## What pull holds a stretched SiNi2 crystal open?

The hexagonal SiNi2 crystal has a stress-free cell at a volume of 10.621 Å³/atom. From there all edges were shortened or lengthened together in steps of 2 %, with the ratio c/a of the cell edges held. The largest cell, at 12.649 Å³/atom, is stretched by 6 %. What stress holds it open, is that stress still greater in the basal plane than along c, and what does the stretching cost in energy?

Ansatz 0.2.0, PBEsol with plane waves and PAW, for hexagonal SiNi2 without spin polarisation; cutoff 420 eV, 12×12×8 k mesh, Gaussian smearing of 0.1 eV. Energies are extrapolated to zero smearing and measured from the elements' standard crystals in the same functional; pressure and stress are positive in compression.

```tsv
volume (Å³/atom)	c/a	shortest distance (Å)	energy over elements (eV/atom)	pressure (GPa)	stress xx (GPa)	stress zz (GPa)
9.397	1.2711	2.144	-0.453	37.07	38.90	33.42
9.996	1.2710	2.189	-0.549	15.92	16.73	14.30
10.621	1.2710	2.233	-0.579	-0.01	-0.01	-0.02
11.271	1.2710	2.278	-0.553	-11.84	-12.47	-10.60
11.947	1.2711	2.323	-0.484	-20.46	-21.56	-18.27
12.649	1.2710	2.367	?	?	?	?
```

Stress is counted positive in compression, so a negative pressure means that the crystal is under tension. Stress xx acts in the basal plane and stress zz along the hexagonal axis c; stress yy equals stress xx by symmetry. The energy is measured from the elements, and only its change with volume matters here.

### Stretching is easier than squeezing

The rows at 9.397 and 11.947 Å³/atom carry the same strain, 4 %, with opposite signs. Squeezing takes 37 GPa, while stretching takes only 20 GPa. The energies agree: the squeezed cell lies 0.126 eV/atom above the stress-free one and the stretched cell 0.095 eV/atom. The crystal therefore has no single stiffness that serves both directions.

The reason is the usual shape of a binding curve. When atoms are pushed together, their electron clouds overlap more and the repulsion climbs steeply. When they are drawn apart, repulsion dies away, but so does the overlap that binds them, and the restoring force grows more and more slowly. The pressures show this softening, helped a little by the larger area over which a stretched cell spreads its force: each 2 % of stretch changes the pressure by about three quarters of the change before it.

This already spoils a forecast from the bulk modulus $B$, here the stiffness against a change of volume at fixed c/a. Its value near the stress-free cell is about 229 GPa. Taken as constant, it would give a tension of 44 GPa at 6 % stretch. A straight line through the last two known pressures is less crude and gives 29 GPa, but it too ignores the softening still to come.

### A binding curve turned into a pressure

A simple curve with the right shape is $E=-D(1+a)e^{-a}$, where $D$ is its depth and $a$ the stretch in units of the range of the bonding. Let $X=(V/V_0)^{1/3}$ be the edge length relative to the stress-free cell of volume $V_0$, and write $a=s(X-1)$. The pressure is minus the slope of energy against volume, which gives the Vinet equation of state:

$$P=3B\,\frac{1-X}{X^2}\,e^{s(1-X)}$$

Each factor has a plain meaning. The term $1-X$ is the ordinary spring, $1/X^2$ spreads the force over the larger area of a stretched cell, and the exponential describes how bonding fades with distance. The constants $3B=687$ GPa and $s=5.44$ were fitted to the five known pressures, with $V_0$ taken from the stress-free row.

The withheld cell was not part of that fit. It has $X=1.06$, so the spring alone would give $687\times(-0.06)=-41.2$ GPa. The larger area multiplies this by 0.89, and the fading of the bonds by $e^{-0.326}=0.72$. The result is about −26.5 GPa.

The energy follows from the work done against this tension. Between 11.947 and 12.649 Å³/atom the mean tension is about 23.5 GPa, acting over 0.702 Å³/atom. Since 1 eV/Å³ is 160.2 GPa, the work is $23.5\times0.702/160.2=0.103$ eV/atom. Added to the −0.484 eV/atom of the last known row, this gives −0.381 eV/atom, as does the full integral of the fitted curve.

### The basal plane carries more of the load

Equal strain doesn't produce equal stress in this crystal. In the cell stretched by 4 %, the tension is 21.6 GPa in the plane and 18.3 GPa along the axis. In all four strained rows the difference is about 15 to 16 % of the pressure. In terms of elastic constants, $C_{11}+C_{12}$ exceeds $C_{13}+C_{33}$ near the stress-free cell; which bonds cause this, the table can't tell.

The difference should therefore persist and grow with the tension. The same form of curve was fitted separately to stress xx. Stress zz then follows, because the pressure is the mean of the three stresses.

### Forecast for 12.649 Å³/atom

- Pressure: −26.5 ± 0.3 GPa, with the tension still rising but by a smaller step than before.
- Energy over elements: −0.381 ± 0.003 eV/atom.
- Stress xx: −27.95 ± 0.4 GPa.
- Stress zz: −23.5 ± 0.4 GPa.
- Stress xx minus stress zz: −4.4 ± 0.3 GPa.

These ranges are judgements, not statistical errors. Their main guide is a rival, the third-order Birch–Murnaghan equation, which also has two fitted constants but expands the energy in powers of $1/X^2$. It follows the known pressures slightly better than the Vinet form and puts the withheld pressure at −26.7 GPa. The Vinet value is kept as the forecast because its exponential is built on the fading of bonds, which is what matters in a stretched crystal.

The withheld rows as computed:

```tsv
volume (Å³/atom)	c/a	shortest distance (Å)	energy over elements (eV/atom)	pressure (GPa)	stress xx (GPa)	stress zz (GPa)
12.649	1.2710	2.367	-0.380	-26.57	-28.02	-23.67
```

### What the computed cell shows

All five values lie within their ranges. The computed pressure is −26.57 GPa, so the forecast tension was too small by 0.10 GPa, or 0.4 % of the computed value. The last step adds 6.1 GPa of tension, after 8.6 GPa in the step before. Constant stiffness, in contrast, overstates the tension by 17 GPa.

The small miss in pressure needs no new process in the crystal to explain it. The two constants were fitted between 4 % squeeze and 4 % stretch, and just beyond that range the curve gives slightly too little tension. When each known row in turn is left out and forecast from the others, the typical error is 0.08 GPa, so a miss of this size is no surprise. A single constant $s$ is thus a good summary of the softening, but not an exact one.

Stress zz has a larger miss, 0.15 GPa, because it was obtained as a difference. Three times the pressure less twice stress xx magnifies small errors of both fits, so this miss says little about the bonding along the axis. The contrast between plane and axis came out at −4.35 GPa, a little smaller than forecast. The basal plane does remain the more heavily loaded direction.

The energy forecast differs from the computed value by less than 0.001 eV/atom, which is the last digit of the table, so this miss needs no cause. The agreement shows that the calculated stresses and energies are consistent with each other. It is not separate evidence for the binding curve, since pressure is by definition the slope of the energy.

Nor does the new row decide between the two equations of state. Birch–Murnaghan overstates the tension by 0.12 GPa, about as much as the Vinet form understates it. What the result supports is the feature they share: a stiffness that falls smoothly as the crystal expands. The bonding picture explains why it falls, but a successful fit doesn't prove that picture.

### Using the result

For another solid with ordinary, smooth bonding, the same reasoning needs two properties of the unstrained crystal: its stiffness and how fast that stiffness changes with pressure. The first sets the initial slope of the tension, the second how soon the curve bends over. The bend matters early. For SiNi2 at only 2 % stretch along every edge, constant stiffness gives $229\times0.0612=14.0$ GPa of tension, against 11.8 GPa computed.

The value of 27 GPa must not be read as a strength. Symmetry fixes every atomic position in these cells, and their shape was held, so the crystal had no way to distort, slip or open a crack. With c/a free to adjust, a stretched cell would relieve its more heavily loaded plane by becoming relatively longer along c. Spin polarisation was also left out; expansion generally favours magnetism, and whether a magnetic state lies lower in the stretched cells was not tested.

The output below gives both fits and, for each row, the energy and axial stress from the Vinet curves beside the computed values.

The analysis program printed:

```
fit of pressure on 5 rows: coefficient of (1-X)/X**2*exp(s*(1-X)) 687.1 +/- 0.43, s 5.438; rms 0.0227, worst 9.996 0.0445, leave-one-out rms 0.0801
  rows outside the fit (model, value, miss): 12.649 -26.47, -26.57, 0.0981
fit of pressure on 5 rows: coefficient of g 342.1 +/- 0.16, coefficient of h 157.3 +/- 2.1; rms 0.0144, worst 11.271 0.0257, leave-one-out rms 0.0427
  rows outside the fit (model, value, miss): 12.649 -26.69, -26.57, -0.12
fit of stress_xx on 5 rows: coefficient of (1-X)/X**2*exp(s*(1-X)) 722.7 +/- 0.39, s 5.375; rms 0.0207, worst 9.996 0.0412, leave-one-out rms 0.068
  rows outside the fit (model, value, miss): 12.649 -27.95, -28.02, 0.0711
Energies in eV/atom and stresses in GPa:
     row  model energy  computed energy  energy above stress-free cell  pressure step  model zz  computed zz  xx minus zz
   9.397       -0.4525           -0.453                          0.126            n/a     33.41        33.42         5.48
   9.996       -0.5496           -0.549                           0.03         -21.15     14.35         14.3         2.43
  10.621        -0.579           -0.579                              0         -15.93         0        -0.02         0.01
  11.271       -0.5536           -0.553                          0.026         -11.83    -10.59        -10.6        -1.87
  11.947       -0.4843           -0.484                          0.095          -8.62    -18.21       -18.27        -3.29
  12.649       -0.3807            -0.38                          0.199          -6.11    -23.52       -23.67        -4.35
Bulk modulus at fixed c/a from Vinet fit (GPa): 229
Pressure derivative of bulk modulus from Vinet fit: 4.625
Constant-stiffness pressure at withheld row (GPa): -43.73
Straight line through last two known rows at withheld row (GPa): -29.41
Vinet less Birch-Murnaghan forecast at withheld row (GPa): 0.2177
Forecast pressure step to withheld row (GPa): -6.012
Energy forecast less computed at withheld row (eV/atom): -0.0006501
Stress zz forecast less computed at withheld row (GPa): 0.1521
Forecast xx minus zz at withheld row (GPa): -4.431
```
